## High-temperature polar optical mobility

### Premises and conventions

The formulas are in SI; energies are quoted in meV and mobilities in cm² V⁻¹ s⁻¹. The carriers are electrons of charge $-e$; for holes only the sign of the Hall coefficient changes.

1. One isotropic parabolic band, $E=\hbar^2k^2/2m$, with spin conserved and Bloch overlap factors equal to one.
2. One dispersionless longitudinal optical (LO) branch of frequency $\omega$, kept in equilibrium at temperature $T$, with occupation $N=1/(e^{z}-1)$ and $z=\hbar\omega/k_BT$.
3. Unscreened Fröhlich coupling in a volume $V$,
$$|M_q|^2=\frac{e^2\hbar\omega}{2\varepsilon_0\varepsilon^*Vq^2},\qquad \frac1{\varepsilon^*}=\frac1{\varepsilon_\infty}-\frac1{\varepsilon_s},\tag{1}$$
where $\varepsilon_\infty$ and $\varepsilon_s$ are the electronic and static relative permittivities. The normalisation is confirmed below.
4. Golden-rule transitions and the Boltzmann equation, linear in the electric field.
5. High temperature, $z\ll1$.

With Ry the Rydberg energy, the dimensionless coupling is
$$\alpha=\frac{e^2}{4\pi\varepsilon_0\varepsilon^*\hbar}\sqrt{\frac{m}{2\hbar\omega}}=\frac1{\varepsilon^*}\sqrt{\frac{m}{m_e}\frac{\mathrm{Ry}}{\hbar\omega}}.\tag{2}$$
The reduced energy is $x=E/k_BT$.

### The quasi-elastic collision term

With $\mathbf q=\mathbf k'-\mathbf k$ the transition rate is
$$W_{\mathbf{kk}'}=\frac{2\pi}{\hbar}|M_q|^2\left[N\,\delta(E'-E-\hbar\omega)+(N+1)\,\delta(E'-E+\hbar\omega)\right].\tag{3}$$
The current is carried at $E\sim k_BT\gg\hbar\omega$, so to leading order $\hbar\omega$ is dropped from both delta functions, and $2N+1=\coth(z/2)=(2/z)(1+z^2/12+\dots)\to2/z$. The rate becomes elastic and symmetric, with strength
$$|M_q|^2(2N+1)\to\frac{e^2k_BT}{\varepsilon_0\varepsilon^*Vq^2}.\tag{4}$$

The frequency has dropped out, because (4) is the mean-square potential energy of a classical fluctuating polarisation. Write the longitudinal lattice polarisation as $P(\mathbf r)=\sum_{\mathbf q}P_{\mathbf q}e^{i\mathbf q\cdot\mathbf r}$, with static lattice susceptibility $\chi_L=\varepsilon_s-\varepsilon_\infty$. Its bound charge $-iqP_{\mathbf q}$ produces, by Poisson's equation, $|\phi_{\mathbf q}|=|P_{\mathbf q}|/\varepsilon_0\varepsilon_\infty q$. The free energy is the short-range term plus the electrostatic term, $V\sum_{\mathbf q}|P_{\mathbf q}|^2(1/\chi_L+1/\varepsilon_\infty)/2\varepsilon_0$. The pair $\pm\mathbf q$ holds two real variables, and equipartition gives $\langle|P_{\mathbf q}|^2\rangle=\varepsilon_0k_BT/[V(1/\chi_L+1/\varepsilon_\infty)]$. Hence
$$e^2\langle|\phi_{\mathbf q}|^2\rangle=\frac{e^2k_BT}{\varepsilon_0Vq^2}\,\frac{\chi_L}{\varepsilon_\infty(\varepsilon_\infty+\chi_L)},\tag{5}$$
which equals (4). Only the total $\chi_L$ entered, so (4) holds for any number of polar branches, provided each has $\hbar\omega_j\ll k_BT$.

For symmetric $W$ the Pauli factors cancel, $f(1-f')-f'(1-f)=f-f'$, and the collision term is $-\sum_{\mathbf k'}W_{\mathbf{kk}'}(g_{\mathbf k}-g_{\mathbf k'})$ with $g=f-f_0$, for any degeneracy. A field produces $g\propto\mathbf v\cdot\mathbf A(E)$. Let $\theta$ be the angle between $\mathbf k$ and $\mathbf k'$. Averaging $\mathbf v'$ over the azimuth about $\mathbf k$ leaves $\mathbf v\cos\theta$, so the collision term is exactly $-g/\tau(E)$ with
$$\frac1\tau=\sum_{\mathbf k'}W_{\mathbf{kk}'}(1-\cos\theta).\tag{6}$$
On the energy shell $q^2=2k^2(1-\cos\theta)$, so $(1-\cos\theta)/q^2=1/2k^2$ at every angle: the transport factor cancels the forward peak of the coupling. What remains is the density of states for one spin, $V^{-1}\sum_{\mathbf k'}\delta(E'-E)=mk/2\pi^2\hbar^2$, and
$$\frac1\tau=\frac{2\pi}{\hbar}\,\frac{e^2\hbar\omega}{2\varepsilon_0\varepsilon^*}\,(2N+1)\,\frac1{2k^2}\,\frac{mk}{2\pi^2\hbar^2}=\alpha\omega\,(2N+1)\sqrt{\frac{\hbar\omega}{E}}.\tag{7}$$
The second form follows from $\hbar k=\sqrt{2mE}$ and (2). With $2N+1\to2/z$,
$$\tau(E)=\frac{1}{2\alpha\omega}\frac{\sqrt{\hbar\omega E}}{k_BT}=\tau_0x^{1/2},\qquad\tau_0=\frac{\sqrt z}{2\alpha\omega}.\tag{8}$$
At fixed energy $\tau\propto E^{1/2}/T$.

### Drift mobility and Hall factor

In fields $\boldsymbol{\mathcal E}$ and $\mathbf B$ the linearised equation reads
$$-e\,\boldsymbol{\mathcal E}\cdot\mathbf v\,f_0'-\frac e\hbar(\mathbf v\times\mathbf B)\cdot\nabla_{\mathbf k}g=-\frac g\tau,\qquad f_0'=\frac{\partial f_0}{\partial E}.$$
Put $g=f_0'\,\mathbf v\cdot\mathbf A(E)$. The parts of $\nabla_{\mathbf k}g$ along $\mathbf v$ vanish against $\mathbf v\times\mathbf B$, which leaves $f_0'\hbar\mathbf A/m$, and $(\mathbf v\times\mathbf B)\cdot\mathbf A=\mathbf v\cdot(\mathbf B\times\mathbf A)$. Therefore $\mathbf A=e\tau\boldsymbol{\mathcal E}+(e\tau/m)\mathbf B\times\mathbf A$. For $\boldsymbol{\mathcal E}\parallel\hat x$, $\mathbf B\parallel\hat z$ and $\omega_c=eB/m$, to first order in $B$, $A_x=e\tau\mathcal E$ and $A_y=\omega_c\tau A_x$.

The current is $\mathbf j=e\int dE\,\rho(E)(-f_0')(2E/3m)\mathbf A$, where $\rho\propto E^{1/2}$ counts both spins and $2E/3m=v^2/3$. Integration by parts gives $n=\int\rho f_0\,dE=\tfrac23\int\rho E(-f_0')\,dE$, so $\mathbf j=(ne/m)\langle\mathbf A\rangle$ with
$$\langle Y\rangle=\frac{\int YE^{3/2}(-f_0')\,dE}{\int E^{3/2}(-f_0')\,dE}.\tag{9}$$
Thus $\sigma_{xx}=ne^2\langle\tau\rangle/m$ and $\sigma_{yx}=-\sigma_{xy}=ne^2\omega_c\langle\tau^2\rangle/m$. Inverting the tensor at low field gives $\rho_{yx}=-\sigma_{yx}/\sigma_{xx}^2$, so $\mu=e\langle\tau\rangle/m$ and $R_H=\rho_{yx}/B=-r_H/ne$ with $r_H=\langle\tau^2\rangle/\langle\tau\rangle^2$.

For non-degenerate carriers $-f_0'\propto e^{-x}$ and $\langle x^p\rangle=\Gamma(p+\tfrac52)/\Gamma(\tfrac52)$. With $\Gamma(3)=2$ and $\Gamma(\tfrac52)=3\sqrt\pi/4$, $\langle\tau\rangle=(8/3\sqrt\pi)\tau_0=1.505\,\tau_0$, and
$$\boxed{\mu_{\rm HT}=\frac{4}{3\sqrt\pi}\,\frac{e}{m\alpha\omega}\sqrt{\frac{\hbar\omega}{k_BT}}=\frac{16\sqrt{2\pi}}{3}\,\frac{\varepsilon_0\varepsilon^*\hbar^2}{e\,m^{3/2}(k_BT)^{1/2}}}\tag{10}$$
The prefactor $4/3\sqrt\pi$ is 0.752. The second form shows $\mu_{\rm HT}\propto m^{-3/2}T^{-1/2}$ at fixed $\varepsilon^*$, independent of $\omega$; numerically $\mu_{\rm HT}=1.47\,\varepsilon^*(m/m_e)^{-3/2}(T/300\,\mathrm K)^{-1/2}$ cm² V⁻¹ s⁻¹. With $\Gamma(\tfrac72)=15\sqrt\pi/8$,
$$r_H=\frac{\Gamma(\tfrac72)\Gamma(\tfrac52)}{\Gamma(3)^2}=\frac{45\pi}{128}=1.104 .\tag{11}$$

### Fermi statistics

Let $\eta$ be the chemical potential above the band edge in units of $k_BT$, and $\mathcal F_j(\eta)=\Gamma(j+1)^{-1}\int_0^\infty x^j\,dx/(e^{x-\eta}+1)$. By parts, $\int x^p(-\partial_xf_0)\,dx=\Gamma(p+1)\mathcal F_{p-1}$, so (8) and (9) give
$$\mu=\mu_{\rm HT}\,\mathcal F_1(\eta)/\mathcal F_{1/2}(\eta).\tag{12}$$
For $\eta\to-\infty$ both integrals tend to $e^\eta$. For $\eta\gg1$, $\mathcal F_j\to\eta^{j+1}/\Gamma(j+2)$, the ratio tends to $(3\sqrt\pi/8)\eta^{1/2}$, and
$$\mu_{\rm deg}=\frac{e\tau(E_F)}{m}=\frac{e}{2m\alpha\omega}\frac{\sqrt{\hbar\omega E_F}}{k_BT}\propto\frac{\sqrt{E_F}}{T},\qquad r_H\to1 .\tag{13}$$
The condition is still $z\ll1$; $E_F\gg\hbar\omega$ is not enough, because with Pauli blocking the absorption weight is $N\int f_0(x)[1-f_0(x+z)]\,dx=zN(N+1)$, which reduces to the elastic value $1/z$ only for small $z$.

### The size of the inelastic correction

For non-degenerate carriers put $f=f_0(1+\Phi)$. Detailed balance, $f_0(E)N=f_0(E+\hbar\omega)(N+1)$, makes the collision operator $C$ symmetric and positive, with $(\Psi,C\Psi)=\tfrac12\sum_{\mathbf{kk}'}f_0W_{\mathbf{kk}'}(\Psi_{\mathbf k}-\Psi_{\mathbf k'})^2$. The equation is $C\Phi=X$ with $X\propto f_0v_x$, and the current is proportional to $(X,\Phi)$. The Schwarz inequality $(\Psi,C\Phi)^2\le(\Psi,C\Psi)(\Phi,C\Phi)$ shows that $(X,\Phi)$ is the maximum of $(X,\Psi)^2/(\Psi,C\Psi)$.

Take $\Psi=\hat k_x\chi(x)$ and write $x'=x+z$, $\chi'=\chi(x')$. Emission contributes as much as absorption, which removes the factor $\tfrac12$. The average over the field direction gives $\tfrac13(\chi^2+\chi'^2-2\chi\chi'\cos\theta)$. With $q^2=k^2+k'^2-2kk'\cos\theta$, define $u$ by $x=z\sinh^2(u/2)$, so that $x'=z\cosh^2(u/2)$, $e^u=(k'+k)/(k'-k)$ and $(k^2+k'^2)/2kk'=\coth u$. Then
$$kk'\!\int_{-1}^{1}\!\frac{d\cos\theta}{q^2}=u,\qquad kk'\!\int_{-1}^{1}\!\frac{\cos\theta\,d\cos\theta}{q^2}=u\coth u-1 ,$$
where the factor $kk'$ comes from the two densities of states. The driving term carries $\rho v\propto x$. Collecting terms,
$$\frac{\mu}{\mu_{\rm HT}}=\max_\chi\frac{\left[\int_0^\infty xe^{-x}\chi\,dx\right]^2}{zN\int_0^\infty e^{-x}\left[(\chi-\chi')^2u+2\chi\chi'h(u)\right]dx},\tag{14}$$
with $h(u)=1+u-u\coth u=1-2u/(e^{2u}-1)$. The normalisation is fixed by $z\to0$, where $zN\to1$, $h\to1$, the maximum lies at $\chi=x$ and the quotient is $2^2/4=1$. This also justifies the elastic limit: the small-angle logarithm $u\approx\ln(4x/z)$ is multiplied by $(\chi-\chi')^2\propto z^2$. It survives in the total scattering rate, $\alpha\omega\sqrt{\hbar\omega/E}\,[Nu(x)+(N+1)u(x-z)]$, so the state lifetime must not be used in place of $\tau$.

*Lower bound.* Insert $\chi=x$. Since $xx'=(z^2/4)\sinh^2u$, the bracket is $2x(x+z)+\tfrac14z^2u(3+e^{-2u})$. By parts, $\int e^{-x}u\,dx=\int_0^\infty e^{-(z/2)(\cosh u-1)}du=e^{z/2}K_0(z/2)$. Hence
$$\frac{\mu}{\mu_{\rm HT}}\ge\left\{zN\left[1+\frac z2+\frac{z^2}{16}\left(3e^{z/2}K_0(z/2)+J\right)\right]\right\}^{-1},\quad J=\int_0^\infty e^{-x}ue^{-2u}dx .\tag{15}$$
For small $z$, $zN(1+z/2)=1-z^2/6+\dots$, $K_0(z/2)\to\ln(4/z)-\gamma$ with Euler's constant $\gamma$, and $J=O(z)$. The optimal $\chi$ departs from $x$ by $O(z^2u)(1+1/x)$ for $x\gg z$ and by $O(z)$ for $x\lesssim z$; the quotient is stationary, so this changes it by $\int\delta\chi^2dx=O(z^3)$. Therefore
$$\frac{\mu}{\mu_{\rm HT}}=1-z^2\left[\frac3{16}\left(\ln\frac4z-\gamma\right)-\frac16\right]+\dots\tag{16}$$
No term linear in $z$ appears.

*Upper bound.* The bracket in (14) exceeds $(\chi^2+\chi'^2)h$ by $(\chi-\chi')^2(u\coth u-1)\ge0$. Dropping this makes the denominator smaller and, after the shift $x'\to x$ in the second term, diagonal: $\int e^{-x}w\chi^2dx$ with
$$w(x)=zN\,h(u(x))+z(N+1)\,h(u(x-z))\,\Theta(x-z).$$
The maximum then lies at $\chi=x/w$, and
$$\frac{\mu}{\mu_{\rm HT}}\le\int_0^\infty\frac{x^2e^{-x}}{w(x)}\,dx .\tag{17}$$

### Screening by the carriers

A transfer $q\sim k$ has $\hbar qv\sim2E\gg\hbar\omega$, so the carriers follow the lattice adiabatically, and $\varepsilon_\infty$ in (5) is replaced by $\varepsilon_\infty+\kappa^2/q^2$ at fixed $\chi_L$. In the long-wavelength approximation $\kappa^2=(e^2/\varepsilon_0k_BT)\,\partial n/\partial\eta$. The strength (4) is then multiplied by $q^4/[(q^2+\kappa^2/\varepsilon_\infty)(q^2+\kappa^2/\varepsilon_s)]$. All angles weigh equally in (6), and $y=q^2/4k^2$ is uniform on $(0,1)$, so with $a=\kappa^2/4k^2\varepsilon_\infty$ and $b=\kappa^2/4k^2\varepsilon_s$ the rate is multiplied by
$$S=\int_0^1\!\frac{y^2\,dy}{(y+a)(y+b)}=1-\frac{a^2\ln(1+1/a)-b^2\ln(1+1/b)}{a-b}.\tag{18}$$
In a degenerate gas $\partial n/\partial E_F=mk_F/\pi^2\hbar^2$ gives $a=1/\pi k_Fa_B$ with $a_B=4\pi\varepsilon_0\varepsilon_\infty\hbar^2/me^2$. The law (13) thus needs $k_Fa_B\gg1$; otherwise $\mu=\mu_{\rm deg}/S$. The $1/T$ factor is kept as long as the permittivities are constant.

### Range of validity

- *Temperature.* Formally $z\ll1$ for all strongly polar branches; (15) and (17) bracket the Boltzmann value at any $z$. The factor (11) rests on the existence of $\tau(E)$ and is not covered by the bracket.
- *Coupling.* From (8), $\hbar/\tau=2\alpha\sqrt{z/x}\,k_BT$, and the mean free path $\ell=v\tau$ obeys $k\ell=2E\tau/\hbar=x^{3/2}/\alpha\sqrt z$. Premise 4 needs $k\ell\gg1$ near $x=2$, where the weight $x^2e^{-x}$ peaks. Polaron dressing, which at zero temperature and first order multiplies the mass by $1+\alpha/6$, is omitted.
- *Density.* $S\approx1$, and carriers too dilute to drag the phonons.
- *Band and lattice.* Parabolicity up to several $k_BT$, or up to $E_F$. The exponent $-\tfrac12$ assumes that $m$ and $\varepsilon^*$ do not vary with $T$.
- *Field.* $e\mathcal E\ell\ll k_BT$, no carrier heating, and $\omega_c\tau\ll1$.
- *Other scattering.* Acoustic, impurity and defect scattering lower the mobility further.

### Illustration: CsPbBr₃ at 300 K

The crystal is orthorhombic at 300 K and has many polar branches. Its band edges are single valleys, twofold degenerate and roughly isotropic, which suits premise 1. Approximate inputs are $m=0.25\,m_e$, $\varepsilon_\infty=4.8$, $\varepsilon_s=20$, and $\hbar\omega=19$ meV for the highest strongly polar LO mode. By (5) the division of strength among branches does not affect (10); assigning all of it to the highest mode uses the largest $z$.

With $k_BT=25.85$ meV one has $z=0.735$, $\varepsilon^*=6.32$, $\alpha=2.12$ and $\omega=2.89\times10^{13}$ s⁻¹. Then $\tau_0=7.0$ fs and $\langle\tau\rangle=10.5$ fs, so the model gives $\mu_{\rm HT}=74$ cm² V⁻¹ s⁻¹ and a Hall mobility $r_H\mu_{\rm HT}=82$ cm² V⁻¹ s⁻¹. Taking $\varepsilon_s=16$ or 30 gives $\mu_{\rm HT}=81$ or 67.

*Inelasticity.* Here $zN=0.677$, $K_0(z/2)=1.189$ and $J=0.071$, so (15) gives 0.957; quadrature of (17) gives 1.115, and the expansion (16) gives 0.977. The single-mode Boltzmann mobility lies between 71 and 83 cm² V⁻¹ s⁻¹: although $z$ is not small, premise 5 costs little. The total scattering rate at $x=2$ is 2.4 times $1/\tau$.

*Screening.* At $n=10^{16}$ cm⁻³, where $\partial n/\partial\eta=n$, (18) lowers the rate at $x=2$ by 0.9 per cent. For a hypothetical degenerate gas with $k_Fa_B=1.5$, that is $a_B=1.0$ nm, $n=1.1\times10^{20}$ cm⁻³ and $E_F=0.33$ eV, it gives $S=0.56$, so the unscreened (13) is low by nearly a factor of two.

*Coupling.* This is the premise that fails. At $x=2$, $\hbar/\tau=2.6\,k_BT$, $k\ell=1.6$, and $\ell=2.7$ nm is shorter than the de Broglie wavelength of 10.8 nm. The mass factor $1+\alpha/6=1.35$, raised to the power $-3/2$, is 0.64; it holds at neither this coupling nor this temperature and serves only as a scale. For contrast, electrons in CdTe, with typical inputs $m=0.096\,m_e$, $\varepsilon_\infty=7.1$, $\varepsilon_s=10.2$ and $\hbar\omega=21$ meV, have a similar $z=0.81$ but $\alpha=0.34$ and $k\ell=9.3$; there the golden rule is sound, and the model's value is $1.2\times10^3$ cm² V⁻¹ s⁻¹.

For CsPbBr₃ the model's result deserves one figure, about 70 cm² V⁻¹ s⁻¹, with neglected higher-order terms of several tens of per cent. As typical knowledge, good single crystals at room temperature are usually credited with a few tens of cm² V⁻¹ s⁻¹, near 50 and with wide scatter, so the model lies high by roughly a factor of 1.5, in the direction expected from polaron dressing and from the omitted scattering channels.